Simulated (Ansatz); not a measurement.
# ScSi2: largest V_zz and pressure as volume scale varies

Results calculated with Ansatz 0.2.0, not measured. Periodic Kohn-Sham DFT of a crystal at fixed atoms, scaled to volume_scale times the given cell; pressure positive in compression, energy less spherical unpolarised free atoms, largest_vzz the field gradient of largest size among the nuclei.

The cell before it is scaled or strained (space group P6/mmm, No. 191):
```
CELL_PARAMETERS angstrom
3.66000 0.00000 0.00000
-1.83000 3.16970 0.00000
0.00000 0.00000 3.87000
ATOMIC_POSITIONS crystal
Sc 0.00000 0.00000 0.00000
Si 0.33333 0.66667 0.50000
Si 0.66667 0.33333 0.50000
```

Settings of every row: method frozen-core PAW; functional PBEsol; relativity scalar; k mesh 13x13x11; filling fermi-dirac; smearing width 0.05 eV; wave cutoff 420 eV; paw set soft_2.

Atom start moment: 0 on all atoms.

Limits: PAW files made with PBE; all rows lie far from zero pressure; no gap: field gradients move with the k mesh.

```csv
row,volume scale,V (Å³/atom),largest V_zz (1e21 V/m^2),pressure (GPa)
1,0.94,14.067,1.463,34.847
2,0.96,14.367,?,?
3,0.98,14.666,1.256,25.745
4,0.99,14.816,1.207,23.72
5,1,14.965,1.157,21.785
6,1.01,15.115,1.109,19.937
7,1.02,15.265,1.062,18.17
8,1.04,15.564,0.968,14.864
9,1.06,15.863,0.876,11.841
```

Question: what largest V_zz and pressure should row 2 give?

Worked fit of largest V_zz. Take t = volume scale − 1. The shown rows have t = -0.06, -0.02, -0.01, 0, 0.01, 0.02, 0.04, 0.06. Least squares give largest V_zz = 1.1576 − 4.885 × t + 3.34 × t² 1e21 V/m^2; a straight line predicts inner rows, each left out in turn, worse (root mean square 0.0039 against 0.00067 1e21 V/m^2). The rows lie off it by 0.000, -0.001, 0.000, -0.001, 0.000, 0.001, 0.000, -0.001. The withheld row has t = -0.04, so the fit gives 1.1576 − 4.885 × (-0.04) + 3.34 × (-0.04)² = 1.358 1e21 V/m^2.

The calculation gave 1.358 1e21 V/m^2. The fit meets it to the printed digit.

Worked fit of pressure. Take u = (V_r/V)^(2/3) − 1 with V_r = 15.04 Å³ an atom, which is twice the finite (Eulerian) strain; such expansions in the strain, on which the Birch-Murnaghan equation of state is built, carry the rest volume and the bulk modulus. The shown rows have u = 0.0456, 0.01693, 0.01005, 0.00334, -0.00331, -0.00985, -0.02257, -0.03489. Least squares give pressure = 20.8538 + 278.662 × u + 598.54 × u² + 440 × u³ GPa; a parabola predicts inner rows, each left out in turn, worse (root mean square 0.0078 against 0.0048 GPa). The rows lie off it by 0.000, 0.000, 0.005, -0.006, -0.001, 0.003, 0.000, 0.000 (root mean square 0.003 GPa). The withheld row has u = 0.03099, so the fit gives 20.8538 + 278.662 × (0.03099) + 598.54 × (0.03099)² + 440 × (0.03099)³ = 30.077 GPa.

The calculation gave 30.084 GPa. The fit lies 0.007 GPa (0.03 % of the column's range) below it; its largest miss of a shown row is 0.006 GPa.
